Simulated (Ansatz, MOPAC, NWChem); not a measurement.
# A ladder of methods for [SiH3]+ (SMILES [SiH3+])

[SiH3]+, singlet, SMILES `[SiH3+]`. Each level relaxes the structure for itself.

Each level gives the highest harmonic wavenumber at each level's own minimum (cm⁻¹). The values are calculated.

| level | kind | program | value (cm⁻¹) |
| --- | --- | --- | --- |
| MNDOD | semi-empirical | MOPAC | 2493 |
| PM6 | semi-empirical | MOPAC | 2106 |
| PM6-DH+ | semi-empirical | MOPAC | 2106 |
| PM7 | semi-empirical | MOPAC | 2251 |
| HF/3-21G | Hartree–Fock | NWChem | 2456 |
| B3LYP-D3(BJ)/6-311G** | global hybrid | NWChem | 2353 |
| PBE0-D4/def2-TZVP | global hybrid | Ansatz | 2349 |
| N12-SX/SBKJC-VDZ (core potential) | range-separated hybrid | NWChem | 2268 |
| MP2/6-311G** (sfX2C, density fitting with def2-universal-jkfit, def2-TZVP-rifit for correlation) | perturbation theory | Ansatz | 2460 |

Harmonic and unscaled. The values span 2106 to 2493 cm⁻¹.

The highest mode of [SiH3]+ is a Si–H stretch, which in the planar cation known for this species is the degenerate antisymmetric one. It lies high because hydrogen carries nearly all the motion against a heavier silicon, and because the empty out-of-plane 3p orbital leaves silicon's 3s character concentrated in three short, stiff σ bonds.

The semi-empirical levels alone span the full range, from 2106 to 2493 cm⁻¹, so the stretching force constant depends strongly on parametrisation. PM6 and PM6-DH+ coincide, as expected where there are no non-covalent contacts for the added terms to act on. The two global hybrids nearly agree, at 2353 and 2349 cm⁻¹. The closeness of HF/3-21G and MP2 does not show that correlation is unimportant, since the small basis probably offsets part of the stiffening typical of Hartree–Fock. A stretch also says little about the rigidity of the planar frame, which is governed by the out-of-plane bend.
